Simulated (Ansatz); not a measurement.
## Ligand exchange: C2H10OSi2 + C2H3F3O → CH8O2Si2 + C3H5F3

Gas-phase species: C2H10OSi2 `C[SiH2]C[SiH2]O`, singlet; C2H3F3O (2,2,2-trifluoroethanol) `OCC(F)(F)F`, singlet; CH8O2Si2 `O[SiH2]C[SiH2]O`, singlet; C3H5F3 (1,1,1-trifluoropropane) `CCC(F)(F)F`, singlet. The partners trade CH3 for OH: Si–CH3 and C–OH bonds give way to Si–OH and C–CH3.

Shapes, held fixed at every level: PBE0-D4/def2-TZVP. Flexible molecules stand in one conformer, not always the lowest. Programs: Ansatz 0.2.0. Electronic energies: no zero-point or thermal term.

| level | kind | ΔE (kJ/mol) | less CCSD(T)/CBS estimate |
| --- | --- | --- | --- |
| PBE-D4/def2-TZVPP | GGA | -149.0 | +15.8 |
| B3LYP-D4/def2-TZVPP | global hybrid | -159.8 | +5.0 |
| PBE0-D4/def2-TZVPP | global hybrid | -154.0 | +10.8 |
| wB97M-V/def2-TZVPP | range-separated hybrid | -160.9 | +3.9 |
| B2PLYP/def2-TZVPP | double hybrid | -163.4 | +1.4 |
| MP2/def2-TZVPP | perturbation theory | -169.7 | -4.9 |
| CCSD/def2-TZVPP | coupled cluster or CI | -163.1 | +1.7 |
| CCSD(T)/CBS estimate | coupled cluster or CI | -164.8 | 0.0 |

The highest level, CCSD(T)/CBS estimate, gives ΔE = -164.8 kJ/mol; the levels span -169.7 to -149.0. The column of differences is taken from that level and isn't an error. No measured value is set beside it here. The CBS estimate extrapolates MP2 from def2-TZVPP and def2-QZVPP and adds CCSD(T) − MP2 in the triple-zeta set, cores frozen.

The exchange is strongly exothermic at every level, and the spread between methods is small beside the reaction energy of -164.8 kJ/mol. The driving force is silicon's preference for oxygen over carbon. The large electronegativity difference gives Si–O a strongly polar, partly ionic bond, probably reinforced by delocalisation of oxygen lone pairs into σ* orbitals on silicon. Carbon gains much less from binding oxygen instead of another carbon, so the C–CH3 bond formed costs little of the gain at silicon. The electron-withdrawing CF3 group probably adds to the driving force by disfavouring the polarised C–OH bond in the alcohol.

PBE gives the least exothermic value and MP2 the most. The shift from PBE to PBE0 is towards the coupled-cluster result, which suggests that part of the GGA deviation lies in its description of exchange in the polar bonds. The reaction energy reflects the balance of all the bonds exchanged, so it supports a thermodynamic preference but yields neither an individual Si–O bond strength nor a barrier to exchange.
